## Results and discussion

The simplest guess is that each further gigapascal widens the gap of SnO2 by the same amount. Between −1 and 1 GPa the gap grows by 0.056 eV per GPa, and a straight line with this slope gives 5.7 eV at 90 GPa. The calculation gives 3.99 eV. The gap does rise with pressure in every row, but the line soon runs too high.

SnO2 (space group P4_2/mnm, 6 atoms per cell) relaxed under hydrostatic pressure with its symmetry kept, using Ansatz 0.2.0: scalar-relativistic plane-wave PAW, PBE, no spin polarisation, 420 eV cutoff, 0.02 eV Gaussian smearing. Changes are relative to the cell relaxed at zero pressure (a = 4.827, c = 3.238 Å). Band gaps are taken on the Γ-centred k mesh.

```tsv
applied pressure (GPa)	k mesh	volume change (%)	a change (%)	c change (%)	band gap (eV)	gap kind
-1	6×6×8	0.61	0.25	0.11	0.624	direct
1	6×6×8	-0.57	-0.23	-0.12	0.736	direct
4	6×6×8	-2.20	-0.92	-0.38	0.896	direct
12	6×6×8	-5.90	-2.47	-1.08	1.301	direct
25	6×6×8	-10.51	-4.44	-2.01	1.879	direct
50	6×6×10	-16.92	-7.27	-3.38	2.812	direct
90	6×6×10	-23.86	-10.60	-4.73	3.988	indirect
```

The rows at 12 and 50 GPa show where the line goes wrong. The gap at zero pressure, taken midway between the rows at −1 and 1 GPa, is 0.68 eV. At 12 GPa the gap has gained 0.62 eV, and at 50 GPa 2.13 eV. A little over four times the pressure has thus brought only about three and a half times the gain.

The column of volume change accounts for this. The density relative to the uncompressed crystal is one divided by the remaining fraction of the volume, which makes the crystal about 6 % denser at 12 GPa and 20 % denser at 50 GPa. In both rows each per cent of density has widened the gap by about 0.1 eV. The gap roughly keeps pace with the compression, while the compression falls behind the pressure.

It falls behind because a squeezed crystal stiffens. As the ions are pressed together, the repulsion between their filled electron shells climbs steeply, so the next per cent of compression costs more pressure than the last.

Why compression opens the gap at all is a matter of bonding. In SnO2 the lowest empty state is, by standard chemistry, an antibonding mixture of Sn 5s and oxygen orbitals, whereas the highest filled states are mainly O 2p. Shorter bonds increase the overlap and push the antibonding state up faster than the filled ones. The runs contain no orbital analysis that would test this assignment. Among the sampled k points, they do place both band edges at the zone centre Γ in every row, so the label "indirect" at 90 GPa is contradicted by its own run.

For a related oxide the same two questions apply: is the lowest empty state an antibonding one that shorter bonds should push up, and how stiff is the crystal? The first suggests whether the gap will open, the second how much pressure a given opening costs.

Both steps fit into a rule for pencil and paper. Let $P$ be the applied pressure, $B_0$ the bulk modulus (the resistance to compression) at zero pressure, $r$ the relative density and $E_g$ the band gap. For many solids the bulk modulus grows by roughly 4 GPa per GPa of pressure, so that $d\ln r/dP = 1/(B_0+4P)$. Integration gives

$$r=\left(1+\frac{4P}{B_0}\right)^{1/4},\qquad E_g\approx 0.68\ \text{eV}+10\ \text{eV}\times(r-1).$$

The rows at −1 and 1 GPa supply $B_0\approx170$ GPa. The fourth root is simply two square roots in turn.

At 12 GPa the bracket is $1+48/170=1.282$. Its square root is 1.132, and the root of that is $r=1.064$. The gap is then $0.68+0.64=1.32$ eV, against 1.30 eV in the table. At 50 GPa the same steps give $r=1.215$ and a gap of 2.83 eV, against 2.81 eV.

The rule stays within 0.03 eV of the computed gap in all seven rows, but the factor of 10 eV was rounded with all of them in view. A stricter test takes the zero-pressure gap, the stiffness and the gap slope from the rows at −1 and 1 GPa alone. The slope is then 9.5 eV, and the prediction is 0.09 eV too low at 50 GPa and 0.18 eV too low at 90 GPa. Even this test is not blind: the choice of density as the variable rests on the table, since a gap linear in the logarithm of density would fall 0.60 eV short at 90 GPa. The printed output after this text compares these versions with the straight line.

The close agreement at 90 GPa also hides two errors that cancel. The rule makes the crystal slightly too dense, because SnO2 stiffens somewhat faster here than the rule assumes, and this adds 0.15 eV. With the table's own density the rule would fall 0.17 eV short. The excess density makes the stricter test look better too. Proportionality to density is a convenient description, not a derived law: the gap gains somewhat more per unit of density at high pressure than near zero. The $a$ axis also shrinks about twice as much as $c$, so the factor of 10 eV belongs to this particular way of being squeezed.

The rule has limits in use. Real SnO2 is known to leave this crystal structure at pressures well inside the range of the table, whereas the calculation holds its symmetry fixed, so the estimates at 25, 50 and 90 GPa, and perhaps the one at 12 GPa, describe a constrained crystal. The run at 90 GPa converged without a warning. The notes to the data do urge care far from the equilibrium volume, but that advice comes from the data makers' tests on other systems, not from this run. The rule should not be carried beyond 90 GPa, simply because no row tests it there. The run at −1 GPa, one of the two anchors, has no warning either: counting the filled bands gives the same gap of 0.624 eV as the mesh. The notes' remark that a band crossing between the sampled k points may be missed again rests on tests on other systems. Still, every gap here is a mesh value, and a band edge lying between the sampled points would make the true gap smaller. The calculations also hold at zero temperature and leave out zero-point motion, so any shift of the gap by atomic vibrations is missing. PBE also places the gap far below the measured one, so the rule should be read for changes and not for the gap itself; how accurate PBE is for the changes is not tested here.

The analysis program printed:

```
gap at zero pressure, midway between the rows at -1 and 1 GPa (eV): 0.68
gap slope between -1 and 1 GPa (eV per GPa): 0.056
bulk modulus from the rows at -1 and 1 GPa (GPa): 169.5
gap slope per unit of relative density from the same rows (eV): 9.493
hand rule step by step:
  row  1+4P/170  square root  density ratio by rule  density ratio in table  gap by rule (eV)  rule less table (eV)
   -1    0.9765       0.9882                 0.9941                  0.9939            0.6207              -0.00335
    1     1.024        1.012                  1.006                   1.006            0.7383              0.002312
    4     1.094        1.046                  1.023                   1.022            0.9074               0.01142
   12     1.282        1.132                  1.064                   1.063             1.321               0.02048
   25     1.588         1.26                  1.123                   1.117             1.906               0.02709
   50     2.176        1.475                  1.215                   1.204             2.826               0.01414
   90     3.118        1.766                  1.329                   1.313             3.968              -0.02009
slopes from the row before, and misses of three models anchored at -1 and 1 GPa (eV):
  row  gap per GPa  gap per density  line in pressure  line in log density  line in density
   -1          n/a              n/a         -1.11e-16           -0.0006713       -0.0005024
    1        0.056            9.495                 0           -0.0006505       -0.0004888
    4      0.05333            9.545             0.008            -0.001949        0.0004819
   12      0.05062            10.07             0.051             -0.02929         -0.01046
   25      0.04446            10.56             0.201             -0.09857         -0.03226
   50      0.03732            10.82             0.668              -0.2826         -0.09023
   90       0.0294            10.72             1.732              -0.6048          -0.1807
largest miss of the hand rule (eV): 0.02709
rms miss of the hand rule (eV): 0.01649
largest miss of the hand rule relative to the gap (%): 1.574
error at 90 GPa from the rule's density ratio alone (eV): 0.1542
error at 90 GPa if the table's density is put into the rule (eV): -0.1743
growth of c/a at 90 GPa against the given cell (%): 6.566
```
